**Hand rules for the shift and spin splitting of 3p in excited As³⁺**

The table holds the spin-up and spin-down 3p eigenvalues, mean radii and their gap for six configurations 3d¹⁰ 4s(up) nl(up) of As³⁺, from a spherical, scalar-relativistic, spin-polarised LDA atom. The program tests outer screening for the mean level, $\varepsilon_\infty + k \cdot 4\,\mathrm{Ha}/n^{*2}$ with $n^* = n - \delta_l$, and a penetration law for the gap, $g_0 + A/n^{*3}$ with $A = 0$ for f. Anchored on 7f and with $k = 0.88$ for s and d, the first rule has an rms error of 0.20 eV over a span of 8.68 eV; $k = 1$ everywhere is much worse, while a free straight line does about as well. The gap law, fitted on the three d rows, meets the held-out 4f, 5s and 7f rows to within 1.4 %, whereas a line in $\langle 1/r\rangle$ misses 4f by 0.023 eV. Slater integrals of the 4d and 5d rows give a Hartree-Fock-type splitting of which the LDA gap is 0.40 in both rows, and Slater's effective charge gives the radius to 7 % but a level four times too deep.

All-electron calculations with Quantum ESPRESSO 7.5 (ld1.x) for the As³⁺ ion (Z = 33), using scalar-relativistic, spin-polarised Kohn-Sham LDA (Slater exchange, PW92 correlation) with spherical densities and a point nucleus. Eigenvalues are negative for bound levels.

## Script

```python
# Table: 3p up/down eigenvalues (eV), mean radii (bohr), spin gap of As3+ 3d10 4s(up) nl(up); QE ld1.x, LDA-PW92, scalar-rel.
# Tested: mean 3p level = Einf + k*4 Ha/n*^2 (outer screening); gap = g0 + A/n*^3 (penetration, A = 0 for f)
T = {
    'configuration': ['[Ar] 3d10 (4s up)1 (4d up)1', '[Ar] 3d10 (4s up)1 (4f up)1', '[Ar] 3d10 (4s up)1 (5s up)1', '[Ar] 3d10 (4s up)1 (5d up)1', '[Ar] 3d10 (4s up)1 (6d up)1', '[Ar] 3d10 (4s up)1 (7f up)1'],
    'eigenvalue_3p_up': [-172.78, -176.45, -175.3, -177.6, -179.77, -181.44],  # eV
    'eigenvalue_3p_down': [-172.55, -176.27, -175.08, -177.39, -179.58, -181.26],  # eV
    'mean_radius_3p_up': [0.61732, 0.61692, 0.6172, 0.6171, 0.61702, 0.61694],  # bohr
    'mean_radius_3p_down': [0.61653, 0.61612, 0.61632, 0.61631, 0.61624, 0.61615],  # bohr
    'gap': [0.2303, 0.178, 0.2188, 0.2011, 0.1912, 0.1811],  # eV
}
import re, numpy as np
from scipy.constants import physical_constants as pc
from sympy.physics.wigner import wigner_3j as w3
Ha = pc['Hartree energy in eV'][0]
lab = [re.findall(r'\((\d[spdf]) up\)', c)[-1] for c in T['configuration']]
ix = {s: i for i, s in enumerate(lab)}
n = np.array([int(s[0]) for s in lab]); l = np.array([s[1] for s in lab])
up, dn, ru, rd, g = [np.array(T[k], float) for k in ('eigenvalue_3p_up', 'eigenvalue_3p_down', 'mean_radius_3p_up', 'mean_radius_3p_down', 'gap')]
E = (up + dn)/2; f = l == 'f'; d = l == 'd'; a = ix['7f']
# typed from further outputs of the same runs: outer <1/r> (1/bohr); levels and Slater integrals (eV)
inv = dict(zip(['4d', '4f', '5s', '5d', '6d', '7f'], [0.479961, 0.2792969, 0.3626854, 0.2557821, 0.1629227, 0.08977944]))
lev = {'1s': (-11739.27, -11748.12), '3d': (-80.0621, -88.68225), '4s': (-48.70077, -55.87097)}  # up level, 4d and 7f rows
S = {'4d': dict(F=12.11745, G1=0.6916419, G3=0.5464256, Gs=1.306535, Fs=18.22363, Fd=38.38463),
     '5d': dict(F=6.59779, G1=0.2354328, G3=0.1953908, Gs=1.36759, Fs=18.54035, Fd=38.42713)}
row = lambda v, p: ' '.join(f'{s}:{q:+.{p}f}' for s, q in zip(lab, v))
st = lambda r, p: f'rms {np.sqrt(np.mean(r**2)):.{p}f}, worst {lab[np.argmax(abs(r))]} {r[np.argmax(abs(r))]:+.{p}f}'
x = np.array([inv[s] for s in lab]); drow = n - np.sqrt(4/x)
dl = {c: round(drow[l == c].mean()*20)/20 for c in 'sdf'}
ns = n - np.array([dl[c] for c in l]); V = 4*Ha/ns**2
print('rounding floor: levels 0.005 eV, gap 0.00005 eV, radii 0.000005 bohr; 4 Ha = %.1f eV' % (4*Ha))
print('defect from run <1/r>:', row(drow, 2)); print('rounded defects:', dl, ' n*:', row(ns, 2))
print('4Ha/n*^2 eV:', row(V, 2)); print('run <1/r> eV:', row(x*Ha, 2))
print('mean 3p eV:', row(E, 2), ' span %.2f' % np.ptp(E))
for nm, W in (('hand n*', V), ('run <1/r>', x*Ha)):
    E0 = E[a] - W[a]; k = np.sum((E - E0)[~f]*W[~f])/np.sum(W[~f]**2)
    rB = E0 + np.where(f, 1, k)*W - E; rA = E0 + W - E
    p = np.polyfit(W, E, 1); rC = np.polyval(p, W) - E
    print(f'[{nm}] Einf(7f anchor) {E0:.2f} eV, k(s,d) {k:.3f}; row k:', row((E - E0)/W, 2))
    print('  rule model-table eV:', row(rB, 2), '|', st(rB, 2))
    print('  k=1 everywhere eV:', row(rA, 2), '|', st(rA, 2))
    print(f'  free line slope {p[0]:.3f}, intercept {p[1]:.2f} eV:', st(rC, 2))
    if nm == 'hand n*': kh, Eh = k, E0
i = ix['4f']; print('delta_f=0, 7f anchor: 4f model-table %+.2f eV' % (E[a] - 4*Ha/49 + 4*Ha/16 - E[i]))
print('4d-7f shift eV (up): 3p %.2f ' % (up[ix['4d']] - up[a]) + ' '.join(f'{k} {v[0]-v[1]:.2f}' for k, v in lev.items()))
D = {k: S['4d'][k] - S['5d'][k] for k in S['4d']}
print('4d-5d eV: table %.2f, d<1/r> %.2f, dF0(nd,3p) %.2f, dF0(4s,3p) %+.2f, 10 dF0(3d,3p) %+.2f, F0 sum %.2f'
      % (E[ix['4d']] - E[ix['5d']], (inv['4d'] - inv['5d'])*Ha, D['F'], D['Fs'], 10*D['Fd'], D['F'] + D['Fs'] + 10*D['Fd']))
A, g0 = np.polyfit(ns[d]**-3.0, g[d], 1); gm = g0 + np.where(f, 0, A)/ns**3
print(f'gap fit on d rows only: g0 {g0:.4f} eV, A {A:.3f} eV; 4f, 7f, 5s held out')
print('  model eV:', row(gm, 4)); print('  model-table eV:', row(gm - g, 4), '|', st(gm - g, 4))
print('  error %:', row(100*(gm - g)/g, 1)); print('  gap-gap(7f) eV:', row(g - g[a], 4))
ex = np.polyfit(np.log(ns[d]), np.log(g[d] - g[a]), 1)[0]
print(f'  exponent of d excess over 7f vs n*: {ex:.2f}; A implied by 5s alone {(g[ix["5s"]]-g0)*ns[ix["5s"]]**3:.2f} eV')
q = np.polyfit(x, g, 1); rq = np.polyval(q, x) - g
print('  rival gap linear in <1/r>, eV:', row(rq, 4), '|', st(rq, 4))
print('  constant gap %.4f eV:' % g.mean(), st(g.mean() - g, 4), '; g0/gap range %.2f-%.2f' % ((g0/g).min(), (g0/g).max()))
c = lambda l2, k: float(w3(1, k, l2, 0, 0, 0)**2)
for s, v in S.items():
    Ks = c(0, 1)*v['Gs']; Kd = c(2, 1)*v['G1'] + c(2, 3)*v['G3']
    print(f'{s}: HF-type exchange 4s {Ks:.3f} + nd {Kd:.3f} = {Ks+Kd:.3f} eV; gap/sum {g[ix[s]]/(Ks+Kd):.3f}')
r = lambda v, p: round(float(v), p)
for s in ('5d', '4f'):
    i = ix[s]; sh = (1 if f[i] else r(kh, 2))*V[i]; m = r(Eh, 1) + sh; gg = r(g0, 3) + (0 if f[i] else r(A, 2)/ns[i]**3)
    print(f'worked {s}: n* {ns[i]:.2f}, n*^2 {ns[i]**2:.2f}, n*^3 {ns[i]**3:.1f}, shift {sh:.2f}, mean {m:.2f} (table {E[i]:.2f}), gap {gg:.3f} (table {g[i]:.4f}) eV')
print(f'  rounded constants: Einf {r(Eh,1)} eV, k {r(kh,2)}, g0 {r(g0,3)} eV, A {r(A,2)} eV')
print('radius up: mean %.4f, span %.5f bohr (%.3f %%); up-down:' % (ru.mean(), np.ptp(ru), 100*np.ptp(ru)/ru.mean()), row(ru - rd, 5))
Zs = 33 - (7*0.35 + 8*0.85 + 2); rs = 12.5/Zs; es = -Ha*Zs**2/18
print(f'Slater Zeff {Zs:.2f}: <r> {rs:.3f} bohr ({100*(rs/ru.mean()-1):+.1f} %), level {es:.0f} eV ({es/E.mean():.1f} x table); Zeff from <r> {12.5/ru.mean():.2f}')
assert list(np.argsort(E)) == list(np.argsort(x)) and 0.8 < kh < 1
assert g[f].max() < g[~f].min() and -3.5 < ex < -2.5
assert np.all(up < dn) and np.all(ru > rd) and np.all(abs(dn - up - g) < 0.011)
```

It prints:

```
rounding floor: levels 0.005 eV, gap 0.00005 eV, radii 0.000005 bohr; 4 Ha = 108.8 eV
defect from run <1/r>: 4d:+1.11 4f:+0.22 5s:+1.68 5d:+1.05 6d:+1.05 7f:+0.33
rounded defects: {'s': 1.7, 'd': 1.05, 'f': 0.25}  n*: 4d:+2.95 4f:+3.75 5s:+3.30 5d:+3.95 6d:+4.95 7f:+6.75
4Ha/n*^2 eV: 4d:+12.51 4f:+7.74 5s:+9.99 5d:+6.98 6d:+4.44 7f:+2.39
run <1/r> eV: 4d:+13.06 4f:+7.60 5s:+9.87 5d:+6.96 6d:+4.43 7f:+2.44
mean 3p eV: 4d:-172.67 4f:-176.36 5s:-175.19 5d:-177.50 6d:-179.68 7f:-181.35  span 8.68
[hand n*] Einf(7f anchor) -183.74 eV, k(s,d) 0.879; row k: 4d:+0.89 4f:+0.95 5s:+0.86 5d:+0.90 6d:+0.91 7f:+1.00
  rule model-table eV: 4d:-0.08 4f:+0.36 5s:+0.24 5d:-0.11 6d:-0.16 7f:+0.00 | rms 0.20, worst 4f +0.36
  k=1 everywhere eV: 4d:+1.43 4f:+0.36 5s:+1.45 5d:+0.73 6d:+0.38 7f:+0.00 | rms 0.91, worst 5s +1.45
  free line slope 0.850, intercept -183.37 eV: rms 0.22, worst 4f -0.42
[run <1/r>] Einf(7f anchor) -183.79 eV, k(s,d) 0.870; row k: 4d:+0.85 4f:+0.98 5s:+0.87 5d:+0.90 6d:+0.93 7f:+1.00
  rule model-table eV: 4d:+0.23 4f:+0.17 5s:-0.02 5d:-0.24 6d:-0.26 7f:+0.00 | rms 0.19, worst 6d -0.26
  k=1 everywhere eV: 4d:+1.93 4f:+0.17 5s:+1.27 5d:+0.66 6d:+0.32 7f:+0.00 | rms 0.99, worst 4d +1.93
  free line slope 0.820, intercept -183.19 eV: rms 0.27, worst 4f -0.59
delta_f=0, 7f anchor: 4f model-table -0.41 eV
4d-7f shift eV (up): 3p 8.66 1s 8.85 3d 8.62 4s 7.17
4d-5d eV: table 4.83, d<1/r> 6.10, dF0(nd,3p) 5.52, dF0(4s,3p) -0.32, 10 dF0(3d,3p) -0.42, F0 sum 4.78
gap fit on d rows only: g0 0.1806 eV, A 1.276 eV; 4f, 7f, 5s held out
  model eV: 4d:+0.2303 4f:+0.1806 5s:+0.2161 5d:+0.2013 6d:+0.1911 7f:+0.1806
  model-table eV: 4d:-0.0000 4f:+0.0026 5s:-0.0027 5d:+0.0002 6d:-0.0001 7f:-0.0005 | rms 0.0015, worst 5s -0.0027
  error %: 4d:-0.0 4f:+1.4 5s:-1.3 5d:+0.1 6d:-0.1 7f:-0.3
  gap-gap(7f) eV: 4d:+0.0492 4f:-0.0031 5s:+0.0377 5d:+0.0200 6d:+0.0101 7f:+0.0000
  exponent of d excess over 7f vs n*: -3.06; A implied by 5s alone 1.37 eV
  rival gap linear in <1/r>, eV: 4d:-0.0039 4f:+0.0230 5s:-0.0072 5d:-0.0030 6d:-0.0049 7f:-0.0040 | rms 0.0104, worst 4f +0.0230
  constant gap 0.2001 eV: rms 0.0191, worst 4d -0.0302 ; g0/gap range 0.78-1.01
4d: HF-type exchange 4s 0.436 + nd 0.139 = 0.575 eV; gap/sum 0.401
5d: HF-type exchange 4s 0.456 + nd 0.048 = 0.504 eV; gap/sum 0.399
worked 5d: n* 3.95, n*^2 15.60, n*^3 61.6, shift 6.14, mean -177.56 (table -177.50), gap 0.202 (table 0.2011) eV
worked 4f: n* 3.75, n*^2 14.06, n*^3 52.7, shift 7.74, mean -175.96 (table -176.36), gap 0.181 (table 0.1780) eV
  rounded constants: Einf -183.7 eV, k 0.88, g0 0.181 eV, A 1.28 eV
radius up: mean 0.6171, span 0.00040 bohr (0.065 %); up-down: 4d:+0.00079 4f:+0.00080 5s:+0.00088 5d:+0.00079 6d:+0.00078 7f:+0.00079
Slater Zeff 21.75: <r> 0.575 bohr (-6.9 %), level -715 eV (4.0 x table); Zeff from <r> 20.26
```
